**Curvature of the LDA energy on fractional removal of a 3d electron from Ge²⁺**

The table holds the energy change, the eigenvalue and mean radius of the emptied level, and the deviation from the chord as up to one spin-down 3d electron is taken from Ge²⁺ (spherical all-electron Kohn-Sham atom, LDA-VWN5, scalar-relativistic, spin-polarised; the end point is the excited 3d⁹4s² configuration). The program fits the six eigenvalues with a quadratic and a cubic and uses Janak's theorem to predict the deviation from the straight line, which the quadratic reproduces within 0.001 eV, while the integrated eigenvalue exceeds the energy difference by 0.009 eV. The end-point eigenvalues miss the removal energy of 60.779 eV by −11.2 and +11.7 eV, the Slater transition state by −0.095 eV. The curvature rises by 9.1 % along the path, against 3.8 % for the inverse mean radius. Between 0.6 and 0.8 electrons removed, contraction of the shells gives back 48 % of the frozen potential change at the nucleus, and the same-spin offset is 5.8 % of the curvature.

Scalar-relativistic, spin-polarised all-electron Kohn-Sham calculations with Quantum ESPRESSO ld1.x 7.5 for Ge²⁺ ([Ar] 3d¹⁰4s²), using the LDA (Slater exchange, VWN5 correlation), spherical densities and a point nucleus. Up to one electron is removed from the spin-down 3d sub-shell, which is the emptied level; 4s stays full.

## Program and output

```python
# Table: Ge2+ [Ar]3d10 4s2, fraction q removed from 3d_down; energy change, emptied level, <r>, deviation
# from the chord. Quantum ESPRESSO ld1.x, spherical all-electron, LDA-VWN5, scalar-relativistic, spin-polarised.
# Tested: Janak's theorem, deviation predicted from eigenvalues, eigenvalue estimates of the removal
# energy, curvature against 1/<r>, and screening / spin offset between q = 0.6 and 0.8.
T = {
    'electrons_removed': [0.0, 0.2, 0.4, 0.6, 0.8, 1.0],  # electrons
    'energy_change': [0.0, 10.345, 21.576, 33.711, 46.773, 60.779],  # eV
    'emptied_level_eigenvalue': [-49.557, -53.93, -58.408, -62.986, -67.663, -72.435],  # eV
    'emptied_level_mean_radius': [0.73204, 0.72485, 0.71791, 0.71121, 0.70473, 0.69845],  # bohr
    'off_line': [0.0, -1.81, -2.736, -2.756, -1.85, 0.0],  # eV
}
import numpy as np
from scipy.constants import physical_constants as pc
from scipy.optimize import brentq
Ha = pc['Hartree energy in eV'][0]
q, E, eps, r, off = (np.array(T[k], float) for k in ['electrons_removed', 'energy_change',
    'emptied_level_eigenvalue', 'emptied_level_mean_radius', 'off_line'])
s = -eps; D = E[-1]; U = s[-1] - s[0]
print("rounding of energies and levels: 0.0005 eV (about 0.001 eV in differences)")
p2 = np.polyfit(q, s, 2); c, b, a = p2; p3 = np.polyfit(q, s, 3)
print(f"fit -eps = a+bq+cq^2: a={a:.3f} b={b:.3f} c={c:.3f} eV; max residual {abs(np.polyval(p2,q)-s).max():.4f} eV")
print(f"cubic fit of -eps (used to integrate): max residual {abs(np.polyval(p3,q)-s).max():.4f} eV")
print(f"fall of the level from q=0 to 1: {U:.3f} eV; U/8 = {U/8:.3f} eV")
J = np.polyval(np.polyint(p3), q)
m1 = -U*q*(1-q)/2; m2 = -b*q*(1-q)/2 - c*q*(1-q*q)/3
print("q  | Janak integral - E | deviation: table, constant U (miss), with c (miss), eV")
for i in range(1, len(q)-1):
    print(f"{q[i]:.1f} | {J[i]-E[i]:+.4f} | {off[i]:.3f}, {m1[i]:.3f} ({m1[i]-off[i]:+.3f}), {m2[i]:.3f} ({m2[i]-off[i]:+.3f})")
print(f"q=1: Janak integral {J[-1]:.3f} vs {D:.3f} eV, excess {J[-1]-D:+.4f} eV ({100*(J[-1]-D)/D:.3f} %)")
qm = brentq(lambda x: np.polyval(p2, x) - D, 0, 1)
dm = -b*qm*(1-qm)/2 - c*qm*(1-qm*qm)/3
print(f"interpolated deepest point: q={qm:.3f}, {dm:.2f} eV ({100*abs(dm)/D:.1f} % of the removal energy)")
h = np.polyval(p3, 0.5)
print(f"estimates of the removal energy {D:.3f} eV from eigenvalues:")
for n, v in [("-eps(0)", s[0]), ("-eps(1)", s[-1]), ("transition state -eps(0.5), interpolated", h),
             ("mean of ends", (s[0]+s[-1])/2), ("Simpson", (s[0]+4*h+s[-1])/6)]:
    print(f"  {n}: {v:.3f} eV, error {v-D:+.3f} eV ({100*(v-D)/D:+.2f} %)")
print(f"  expected from c alone: transition state {-c/12:+.3f}, mean of ends {c/6:+.3f} eV")
Ul = np.diff(s)/np.diff(q); rm = (r[1:]+r[:-1])/2; qc = (q[1:]+q[:-1])/2
print("q mid | curvature eV/e | scaled as 1/<r> from first interval | miss")
for x, u, y in zip(qc, Ul, Ul[0]*rm[0]/rm):
    print(f"{x:.1f} | {u:.2f} | {y:.2f} | {y-u:+.2f}")
print(f"rise of curvature {100*(Ul[-1]/Ul[0]-1):.1f} %, of 1/<r> {100*(rm[0]/rm[-1]-1):.1f} %; apparent power {np.polyfit(np.log(1/rm),np.log(Ul),1)[0]:.1f}")
print(f"<r> shrinks by {100*(1-r[-1]/r[0]):.1f} % from q=0 to 1")
# further outputs of the same runs, q=0.6 and 0.8: mean occupation per spin (up, down), <1/r> in 1/bohr
sh = {'1s': (1, 1, 32.33427, 32.33414, 32.33431, 32.33421), '2s': (1, 1, 7.093197, 7.092946, 7.094628, 7.094879),
      '2p': (3, 3, 6.961891, 6.961581, 6.963189, 6.963334), '3s': (1, 1, 2.292709, 2.296733, 2.290955, 2.294364),
      '3p': (3, 3, 2.145233, 2.150522, 2.143043, 2.147575), '3d': (5, 4.3, 1.825584, 1.83823, 1.820971, 1.832246),
      '4s': (1, 1, 0.7195748, 0.7327714, 0.717225, 0.729682)}
lv = {'1s down': (-10976.70, -10982.02), '3d up': (-63.74947, -68.6962),   # levels in eV, same outputs
      '3d down': (-62.98635, -67.66299), '4s down': (-37.86779, -40.72836)}
dq = q[4] - q[3]
print("interval q=0.6 to 0.8:")
for k, v in lv.items():
    print(f"  {k} deepens {v[0]-v[1]:.2f} eV = {(v[0]-v[1])/dq:.2f} eV/e")
print(f"  4s down above 3d down by {lv['4s down'][0]-lv['3d down'][0]:.2f}, {lv['4s down'][1]-lv['3d down'][1]:.2f} eV")
sp = [lv['3d down'][i]-lv['3d up'][i] for i in (0, 1)]; so = (sp[1]-sp[0])/dq
print(f"  3d splitting {sp[0]:.3f}, {sp[1]:.3f} eV; same-spin offset {so:.2f} eV/e = {100*so/Ul[3]:.1f} % of curvature")
ir = (sh['3d'][4]+sh['3d'][5])/2*Ha; bare = ir*dq
back = {k: (v[0]*(v[3]-v[2]) + v[1]*(v[5]-v[4]))*Ha for k, v in sh.items()}
tot = sum(back.values()); obs = lv['1s down'][0]-lv['1s down'][1]
print(f"  <1/r> of 3d down = {ir:.1f} eV (upper bound of F0); frozen change at nucleus {bare:.2f} eV")
print("  given back by contraction, eV: " + ", ".join(f"{k} {v:.2f}" for k, v in back.items()))
print(f"  total {tot:.2f} eV ({100*tot/bare:.0f} % of frozen; 3d share {100*back['3d']/tot:.0f} %)")
print(f"  net {bare-tot:.2f} eV vs 1s shift {obs:.2f} eV, miss {bare-tot-obs:+.2f} eV")
n = 5
print(f"counting, hole over {n} orbitals: q^2 Coulomb term is {1/n:.1f} self, {(n-1)/n:.1f} between orbitals")
assert np.all(off[1:-1] < 0) and np.all(np.diff(Ul) > 0)
assert abs(J[-1]-D)/D < 1e-3
assert s[0] < D < s[-1] and abs(h-D) < 0.2
assert abs(bare-tot-obs)/obs < 0.1 and 0 < so < 0.15*Ul[3]
```

It prints:

```
rounding of energies and levels: 0.0005 eV (about 0.001 eV in differences)
fit -eps = a+bq+cq^2: a=49.555 b=21.635 c=1.246 eV; max residual 0.0023 eV
cubic fit of -eps (used to integrate): max residual 0.0003 eV
fall of the level from q=0 to 1: 22.878 eV; U/8 = 2.860 eV
q  | Janak integral - E | deviation: table, constant U (miss), with c (miss), eV
0.2 | +0.0020 | -1.810, -1.830 (-0.020), -1.811 (-0.001)
0.4 | +0.0030 | -2.736, -2.745 (-0.009), -2.736 (+0.000)
0.6 | +0.0058 | -2.756, -2.745 (+0.011), -2.756 (+0.000)
0.8 | +0.0071 | -1.850, -1.830 (+0.020), -1.850 (-0.000)
q=1: Janak integral 60.788 vs 60.779 eV, excess +0.0093 eV (0.015 %)
interpolated deepest point: q=0.504, -2.86 eV (4.7 % of the removal energy)
estimates of the removal energy 60.779 eV from eigenvalues:
  -eps(0): 49.557 eV, error -11.222 eV (-18.46 %)
  -eps(1): 72.435 eV, error +11.656 eV (+19.18 %)
  transition state -eps(0.5), interpolated: 60.684 eV, error -0.095 eV (-0.16 %)
  mean of ends: 60.996 eV, error +0.217 eV (+0.36 %)
  Simpson: 60.788 eV, error +0.009 eV (+0.02 %)
  expected from c alone: transition state -0.104, mean of ends +0.208 eV
q mid | curvature eV/e | scaled as 1/<r> from first interval | miss
0.1 | 21.86 | 21.86 | +0.00
0.3 | 22.39 | 22.08 | -0.31
0.5 | 22.89 | 22.29 | -0.60
0.7 | 23.38 | 22.50 | -0.89
0.9 | 23.86 | 22.70 | -1.16
rise of curvature 9.1 %, of 1/<r> 3.8 %; apparent power 2.3
<r> shrinks by 4.6 % from q=0 to 1
interval q=0.6 to 0.8:
  1s down deepens 5.32 eV = 26.60 eV/e
  3d up deepens 4.95 eV = 24.73 eV/e
  3d down deepens 4.68 eV = 23.38 eV/e
  4s down deepens 2.86 eV = 14.30 eV/e
  4s down above 3d down by 25.12, 26.93 eV
  3d splitting 0.763, 1.033 eV; same-spin offset 1.35 eV/e = 5.8 % of curvature
  <1/r> of 3d down = 49.7 eV (upper bound of F0); frozen change at nucleus 9.94 eV
  given back by contraction, eV: 1s -0.01, 2s 0.00, 2p -0.01, 3s 0.20, 3p 0.80, 3d 3.04, 4s 0.70
  total 4.72 eV (48 % of frozen; 3d share 64 %)
  net 5.22 eV vs 1s shift 5.32 eV, miss -0.10 eV
counting, hole over 5 orbitals: q^2 Coulomb term is 0.2 self, 0.8 between orbitals
```
